## Results and discussion

The separation $\varepsilon(4s_{1/2})-\varepsilon(3p_{3/2})$ widens from 259.1 eV in Zr³⁺ to 484.6 eV in Cd³⁺ as the 3p orbital contracts almost as if it felt each added proton in full. In a balance that can be drawn up for Mo³⁺ and Ag³⁺ only, about half of the net gain in the kinetic terms of 3p and 4s is returned by the rising potential of the other electrons, with exchange and correlation not separated. The eigenvalues $\varepsilon$ are Dirac Kohn-Sham levels of spherical, unpolarised ions, so the gap is a difference of orbital energies and not an X-ray line or ionisation energy. The self-interaction left in by PBEsol is expected to raise the compact 3p level more than 4s, which would make the gap too small as an estimate of a difference of ionisation energies. Breit and QED terms are not included, and Nb³⁺ was not computed, so the first two rows lie two elements apart. Below, $Z$ is the nuclear charge, $\langle r\rangle$ the mean radius of an orbital, and energies without a unit in formulas are in hartree (Ha, 27.211 eV).

All-electron Kohn-Sham calculations with Quantum ESPRESSO 7.5 (ld1.x) for 4d-series ions of charge +3, using the PBEsol functional and the Dirac equation. Densities are spherical and not spin-polarised, and the nucleus is a point charge. Eigenvalues are negative for bound levels.

| species | Z | electrons | configuration | eigenvalue (3p3/2) (eV) | eigenvalue (4s1/2) (eV) | mean radius (3p3/2) (bohr) | mean radius (4s1/2) (bohr) | ε(4s1/2) − ε(3p3/2) (eV) |
| --- | --- | --- | --- | --- | --- | --- | --- | --- |
| Zr3+ | 40 | 37 | [Kr] (4d3/2)1 | -340.53 | -81.442 | 0.46560 | 1.2023 | 259.1 |
| Mo3+ | 42 | 39 | [Kr] (4d3/2)3 | -405.78 | -96.087 | 0.43406 | 1.0969 | 309.7 |
| Tc3+ | 43 | 40 | [Kr] (4d3/2)4 | -439.83 | -103.40 | 0.41982 | 1.0519 | 336.4 |
| Ru3+ | 44 | 41 | [Kr] (4d3/2)4 (4d5/2)1 | -474.96 | -110.81 | 0.40649 | 1.0106 | 364.1 |
| Rh3+ | 45 | 42 | [Kr] (4d3/2)4 (4d5/2)2 | -511.10 | -118.27 | 0.39396 | 0.97286 | 392.8 |
| Pd3+ | 46 | 43 | [Kr] (4d3/2)4 (4d5/2)3 | -548.28 | -125.82 | 0.38218 | 0.93805 | 422.5 |
| Ag3+ | 47 | 44 | [Kr] (4d3/2)4 (4d5/2)4 | -586.50 | -133.45 | 0.37108 | 0.90581 | 453.0 |
| Cd3+ | 48 | 45 | [Kr] (4d3/2)4 (4d5/2)5 | -625.78 | -141.20 | 0.36060 | 0.87584 | 484.6 |

### A power of $Z$ near four

A straight line through $\ln(\text{gap})$ against $\ln Z$ has slope 3.42, close enough to 4 to suggest relativity. A least-squares fit of $a+bZ^4$ to all eight rows misses by 2.9 eV rms (residuals here and below are model minus table), by $+5.1$ eV (2.0% of the gap) at Zr³⁺, with negative residuals in the middle; the rounding of the eigenvalues allows 0.01 eV. With the positive $a$ of the fit, the local exponent would climb towards 4, whereas between successive rows it falls at every step, from 3.66 to 3.20.

This rules out the form only, since a screened relativistic term need not run as $Z^4$: in further output of the same calculation the 3p spin-orbit splitting is about 18 eV in Mo³⁺ and 31 eV in Ag³⁺, an exponent of about 5. Its size is the stronger evidence. To first order $3p_{3/2}$ lies one third of the splitting above the weighted centre of 3p, which narrows the gap, and that third grows by 4.5 eV while the gap grows by 143.4 eV. The direct spin-free shifts, before the other electrons respond, deepen both 4s and 3p and so act on the gap in opposite directions. Their net size is not measured here; that it is of the order of the splitting is a guess.

### One screened charge

If both levels saw the charge $q=Z-\sigma$, Moseley's law would give $\text{gap}=kq^2$ with $k=\tfrac12\left(\tfrac19-\tfrac1{16}\right)\text{Ha}=0.6614$ eV. Taking $\sigma=20.6$, the mean of $Z-\sqrt{\text{gap}/k}$ over all rows, leaves residuals that drift from $-9.7$ eV at Zr³⁺ to $+12.6$ eV at Cd³⁺, worse than the $Z^4$ form, though with one parameter fewer. A least-squares line $q=0.909\,Z-16.5$ through the eight values of $q$ brings the error to 0.41 eV rms and 0.67 eV at worst (Cd³⁺, 0.14% of the gap), still curved and far above rounding. It reproduces the large, falling exponent without an explicit relativistic term, though the data it is fitted to are relativistic: $2\times0.909\,Z/q$ is 3.67 at Zr³⁺ ($q=19.79$) and 3.22 at Cd³⁺ ($q=27.07$). Slope and intercept trade against each other and carry no separate meaning.

The good fit does not make $q$ the charge that either electron feels. A hydrogenic orbital gives its charge twice, from the energy, $Z_e=n\sqrt{2|\varepsilon|}$, and from the size, $Z_r=[3n^2-l(l+1)]/2\langle r\rangle$, and the two must agree. For $3p_{3/2}$, $Z_r$ runs from 26.85 to 34.66 and $Z_e$ from 15.01 to 20.35, with fitted slopes of 0.977 and 0.666 per element. For $4s_{1/2}$ the slopes are 0.928 and 0.386. Curvature says the same: the second differences of $|\varepsilon|$ from Tc³⁺ to Ag³⁺ are 1.01 to 1.08 eV for 3p and 0.05 to 0.12 eV for 4s, against 3.02 and 1.70 eV for unit slope.

### Inner and outer screening

The simpler system to hold in mind is a hydrogen-like ion at the centre of a hollow, negatively charged sphere. The sphere exerts no force inside, so the orbital keeps its size, but every level is lifted by the charge of the sphere over its radius. For $V=-Z_r/r+C$ the kinetic energy is $T=Z_r^2/2n^2$, the mean potential is $-2T+C$, and
$$\varepsilon=-\frac{Z_r^2}{2n^2}+C .$$
The analogy holds so far as the screening charge lies wholly inside or wholly outside the orbital. That is fair for 4d around 3p (mean radii 1.60 bohr for $4d_{3/2}$, from the further output, and 0.434 bohr in Mo³⁺) and poor for 4s, which shares its space with 4d.

For Mo³⁺, with nothing fitted, $Z_r=12.5/0.43406=28.80$, so $T=28.80^2/18=46.1$ Ha. The eigenvalue is $-405.78/27.211=-14.91$ Ha, hence $C=31.2$ Ha. Found this way $C$ reproduces $\varepsilon$ by definition, and the test has to come from elsewhere. The small Dirac component is to lowest order $\boldsymbol\sigma\cdot\mathbf p/2c$ acting on the large one, so its norm is $T/2c^2$. The norms in the further output give $T=44.5$ Ha for 3p in Mo³⁺ and 60.9 Ha in Ag³⁺; the radius values, 46.1 and 63.0 Ha, are 3% higher. The 3p orbital thus has the size and kinetic energy of a hydrogenic orbital bound about three times more deeply than its eigenvalue. For 4s the radius overestimates $T$ by 35% and 30%, so $Z_r$ of 4s is no more than an index of size.

With $C=\varepsilon+T$ from these norms, $C$ of 3p rises from 29.61 to 39.36 Ha between Mo³⁺ and Ag³⁺. The sum of occupation times $\langle 1/r\rangle$ over the $n=4$ electrons, an upper bound on their potential at 3p in each ion, rises by 8.24 Ha, or 84% of that change: 6.05 Ha from 4d and 2.19 Ha from the contraction of 4s and 4p. A difference of two bounds is only indicative. The sum itself is $2.47+9.16=11.63$ Ha in Mo³⁺, well under half of $C$; the remainder is plausibly the repulsion of the other $n=3$ electrons, with exchange and correlation not separated.

The gap then follows as a balance. From Mo³⁺ to Ag³⁺ the kinetic terms widen it by $16.39-5.77=10.62$ Ha, the offsets take back $9.75-4.39=5.36$ Ha, and 5.26 Ha (143 eV) remains. The sum is an identity, but its parts show that the offsets cancel only partly between the two levels, so the Moseley-like $q$ is a blend of two large terms.

The added 4d electron alone does not supply the screening. With frozen orbitals the slope of a level is $-\langle 1/r\rangle$ plus the Coulomb repulsion $F^0$ with 4d, if the change of the exchange-correlation potential is left out. The $F^0$ used for 4s is that with $4d_{5/2}$, although the next electron of Mo³⁺ enters the slightly more compact $4d_{3/2}$. For 4s in Mo³⁺ this is $-(1.247-0.653)$ Ha $=-16.2$ eV per element, against $-7.3$ eV from the derivative of a cubic fitted to all eight rows. For 3p, taking $\langle 1/r\rangle$ of 4d as the largest possible $F^0$, the frozen slope is at least 64 eV in size against 33.6 eV. In Ag³⁺ the table reaches 40% (4s) and at most 54% (3p) of the frozen values. Every shell that overlaps these orbitals or lies outside them raises the potential there when the new proton draws it in (a shell wholly inside does not), which argues for relaxation as the main part of the difference.

One small irregularity appears where the filling passes from $4d_{3/2}$ to $4d_{5/2}$: the second difference drops from Tc³⁺ to Ru³⁺ by 0.07 eV for 3p and 0.05 eV for 4s, against a rounding of up to 0.02 eV in each value, so up to 0.04 eV in the drop. The eigenvalues in the further output carry more digits and confirm a drop in both levels, somewhat smaller in each than the rounded values give, followed by a smooth rise at later steps. The drop cancels only partly in the gap, where a little under half of the 3p value remains. The change of subshell accounts for its sign and order of size. In Ru³⁺ a $4d_{5/2}$ electron repels 4s by 0.12 eV less than a $4d_{3/2}$ electron does ($F^0$ of 19.69 against 19.81 eV), before any relaxation. The step from Tc³⁺ to Ru³⁺ therefore deepens the level slightly more than a smooth run would, which raises the second difference once, at Tc³⁺. The kink thus probably reflects the strict filling of $4d_{3/2}$ before $4d_{5/2}$ in these runs, and real ions, in which the two subshells mix, need not show it.

For a neighbouring case the reasoning carries over in words. Removing a further 4d electron at fixed $Z$ should change the 3p radius little and deepen both levels, 3p somewhat more than 4s, so the gap should move much less than either level. The question left open is how the half of the frozen slope that disappears divides among contraction of the $n=3$ shell, contraction of the $n=4$ shell and the exchange-correlation potential.
